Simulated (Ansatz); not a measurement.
**Telling isomers of CH10NSi2+ apart by their spectra**

These gas-phase data were calculated for one isomer of CH10NSi2+ at PBE0-D3(BJ)/def2-SVP (harmonic, unscaled wavenumbers; equilibrium rotational constants with average atomic masses):

- rotational constants: 5.025, 2.558, 1.94 GHz
- all wavenumbers above 1500 cm⁻¹: 3547, 3541, 3439, 3176, 3160, 3059, 2280, 2273, 2261, 2243, 1617, 1615

Candidates:

(1) `C[SiH2][NH2+][SiH3]`, a singlet
(2) `C[Si@H]([NH3+])[SiH3]`, a singlet

Question: Assign the data to one candidate and say why.

Answer: Candidate (2). 3 modes lie between 3250 and 3800 cm⁻¹, one for each N–H bond, while (1) has 2.

The same quantities for all candidates:

|  | rotational constants (GHz) | wavenumbers above 1500 cm⁻¹ | E above the lowest, PBE0-D3(BJ)/def2-SVP (kcal/mol) |
| --- | --- | --- | --- |
| (1) | 7.01, 2.258, 1.894 | 3513, 3450, 3179, 3162, 3062, 2329, 2326, 2312, 2294, 2293, 1568 | 0.0 |
| (2) | 5.025, 2.558, 1.94 | 3547, 3541, 3439, 3176, 3160, 3059, 2280, 2273, 2261, 2243, 1617, 1615 | 3.8 |

Each candidate is one conformer. Programs: Ansatz 0.2.0.

The assignment to (2) does not rest on the N–H stretches alone. The close pair at 1617 and 1615 cm⁻¹ fits the nearly degenerate deformation of a terminal NH3+ group, whereas the bridging NH2+ of (1) has a single scissoring mode at 1568 cm⁻¹. The Si–H region agrees, with four stretches instead of five, all lower than those of (1). In (1) both silicon atoms are bound to the electron-withdrawing ammonium nitrogen, which probably strengthens their Si–H bonds; in (2) the SiH3 group is bound to the less electronegative silicon. The largest rotational constant also separates the two, because branching at silicon moves heavy atoms away from the long axis.

Isomer (1) is modestly lower in energy. Going from (1) to (2) exchanges a Si–N and a Si–H bond for a Si–Si and an N–H bond, so the small gap suggests that the strong N–H bond gained largely offsets the Si–N bond lost. This energy order says nothing about the barrier to interconversion.
